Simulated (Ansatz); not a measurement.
## TiN: the change of pressure with volume per atom

Periodic Kohn-Sham DFT of a crystal at fixed atoms; pressure and stress are positive in compression; the energy is the free energy less that of spherical unpolarised free atoms; site moments are those in the method's own spheres, positive along +z. The results are calculated, by Ansatz 0.2.0.

Cell of the first row (space group Fm-3m, No. 225):
```
TiN
1.0
      0.0000     2.0787     2.0787
      2.0787     0.0000     2.0787
      2.0787     2.0787     0.0000
Ti N
1 1
Direct
  0.00000 0.00000 0.00000
  0.50000 0.50000 0.50000
```

Settings of every row: method frozen-core PAW; functional PBEsol; relativity scalar; k mesh 13x13x13; filling fermi-dirac; smearing width 0.05 eV; wave cutoff 420 eV; paw set soft_2.

Atom start moment: 0 on all atoms.

Limits: PAW files made with PBE.

```
row  volume per atom (Å³)  pressure (GPa)
  1                 8.982          10.741
  2                 8.987          10.558
  3                 9.173           3.788
  4                 9.364          -2.455
  5                  9.46          -5.332
  6                 9.555               ?
  7                 9.651         -10.639
  8                 9.746         -13.085
  9                 9.937           -17.6
 10                10.128          -21.65
```

Question: what pressure should row 6 give?

Worked fit of pressure. Take u = (V_r/V)^(2/3) − 1 with V_r = 9.46 Å³ an atom, which is twice the finite (Eulerian) strain; such expansions in the strain, on which the Birch-Murnaghan equation of state is built, carry the rest volume and the bulk modulus. The shown rows have u = 0.03517, 0.03479, 0.02075, 0.00682, 0, -0.01324, -0.01966, -0.03226, -0.04447. Least squares give pressure = −5.339 + 415.856 × u + 1144.35 × u² + 949 × u³ GPa; a parabola predicts inner rows, each left out in turn, worse (root mean square 0.018 against 0.0086 GPa). The rows lie off it by -0.002, 0.004, -0.003, -0.006, 0.007, 0.008, -0.005, -0.005, 0.003 (root mean square 0.0051 GPa). The pressure vanishes at u = 0.0124, or V = 9.287 Å³ an atom, and there the bulk modulus at fixed shape and fractions is B = −V dP/dV = (2/3)(1 + u) dP/du = 300 GPa. The withheld row has u = -0.00664, so the fit gives −5.339 + 415.856 × (-0.00664) + 1144.35 × (-0.00664)² + 949 × (-0.00664)³ = -8.050 GPa.

The calculation gave -8.057 GPa. The fit lies 0.007 GPa (0.022 % of the column's range) above it; its largest miss of a shown row is 0.008 GPa.
